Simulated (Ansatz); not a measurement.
# A substitution series on Al: OH to Br

On one Al centre, n of the OH ligands are replaced by Br. The atomisation energy (no zero-point term) y in kJ/mol at CCSD(T)/def2-TZVPP. Shapes, held fixed at every level: PBE0-D4/def2-TZVP. Flexible molecules stand in one conformer, not always the lowest. Programs: Ansatz 0.2.0.

| molecule | n | y (kJ/mol) |
| --- | --- | --- |
| Al(OH)3 | 0 | 2719 |
| Al(OH)2Br | 1 | 2182 |
| Al(OH)Br2 | 2 | ? |
| AlBr3 | 3 | 1098 |

Question: Fit y = c + s·n to the known rows and predict Al(OH)Br2.

Answer: 
1. Means of the 3 rows: n = 1.33333, y = 1999.7.
2. Σ(Δn)² = 4.6667, Σ(Δn·Δy) = -2522.7, so the slope is -2522.7/4.6667 = -540.57.
3. Intercept: 1999.7 − (-540.57) × 1.33333 = 2720.5. The largest residual of the fit is 2.1.
4. Al(OH)Br2: 2720.5 + (-540.57) × 2 = 1639 kJ/mol.

The run gave 1641 kJ/mol, so the prediction is off by -2 kJ/mol, within the scatter of the fit. The steps are nearly additive. The slope is the difference between a Al–Br and a Al–OH bond with the ligands’ own bonds. Other levels give for Al(OH)Br2: PBE-D4/def2-TZVPP 1694; BHLYP-D4/def2-TZVPP 1604; CCSD(T)/def2-SVP 1558 kJ/mol. Spin-orbit coupling of the free atoms (OH 0, Br 15 kJ/mol each; the atoms kept shift only the intercept) is left out. Relativity is left out for Br unless named. Correlated rows may include outer-core shells of Br, which these sets cover unevenly.

Each exchange of OH for Br lowers the atomisation energy by nearly the same amount, and the computed 1641 kJ/mol for Al(OH)Br2 continues that pattern. Most of the drop does not come from the bond to aluminium: removing a hydroxyl also removes its strong O–H bond, whereas bromine brings no internal bond. The remainder reflects the stronger Al–O bond, in which compact, electronegative oxygen gives a large ionic contribution and better overlap than the larger, more diffuse bromine.

Near-additivity is expected because aluminium stays trivalent throughout and its bonds are largely local. Both ligands can donate lone-pair density weakly into the formally empty Al 3p orbital, so exchanging one probably disturbs the others little. The spread between levels for Al(OH)Br2, from 1558 to 1694 kJ/mol, far exceeds the deviations from linearity, probably because basis incompleteness and the functionals' treatment of exchange affect total binding. The additivity concerns isolated monomers and need not carry over to condensed phases, where bromide or hydroxide bridges add further bonding.
